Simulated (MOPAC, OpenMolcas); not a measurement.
**BNH3OF (SMILES NB(O)F): the dipole moment, rung by rung**

BNH3OF has 7 atoms, charge 0, and is taken as a singlet. SMILES: `NB(O)F`. Geometry: relaxed at PBE0-D4/def2-TZVP. This is one conformer, not always the lowest.

```csv
atom,x (Å),y (Å),z (Å)
N,-0.5318,0.7534,-0.0321
B,0.0393,-0.5057,-0.2888
O,1.1063,-1.0443,0.3670
F,-0.4948,-1.2582,-1.2563
H,-1.3204,1.0817,-0.5597
H,-0.2101,1.3943,0.6685
H,1.4727,-0.4892,1.0557
```

Each level gives the dipole moment (D). The values are calculated.

```
           level            kind     program  value (D)   CPU time
            MNDO  semi-empirical       MOPAC       3.69  under 2 s
    HF/6-311+G**    Hartree–Fock  OpenMolcas       3.93       13 s
 SVWN5/6-311+G**             LDA  OpenMolcas       3.80       28 s
revPBE/6-311+G**             GGA  OpenMolcas       3.65       39 s
 M06-L/6-311+G**        meta-GGA  OpenMolcas       3.68       52 s
r2SCAN/6-311+G**        meta-GGA  OpenMolcas       3.73       52 s
  PBE0/6-311+G**   global hybrid  OpenMolcas       3.78       38 s
```

The values span 3.65 to 3.93 D. Magnitudes only. CPU times are rough (shared hosts, several kinds of processor): they show what a rung costs within a factor of a few.

All levels describe a strongly polar molecule and differ only modestly in how polar it is. Much of the dipole comes from the conformation: the O–H bond points away from fluorine, so its dipole reinforces that of B–F, and the amino hydrogens add positive charge on the side opposite fluorine. Rotating the hydroxyl group towards fluorine would probably change the moment more than changing the method does.

The σ bonds draw electrons from boron to N, O and F, while lone-pair donation into boron's empty p orbital returns some of that charge. Hartree–Fock gives the largest moment, 3.93 D, as expected when missing correlation leaves the bonds too polar. PBE0 lies between revPBE and Hartree–Fock, consistent with its partial exact exchange, but SVWN5 lies slightly above PBE0, so the moment doesn't change steadily up the ladder. MNDO's place among the density functionals probably reflects parametrisation and error cancellation. Without a measured or high-level correlated moment for this conformer, the agreement can't show which functional is most accurate.
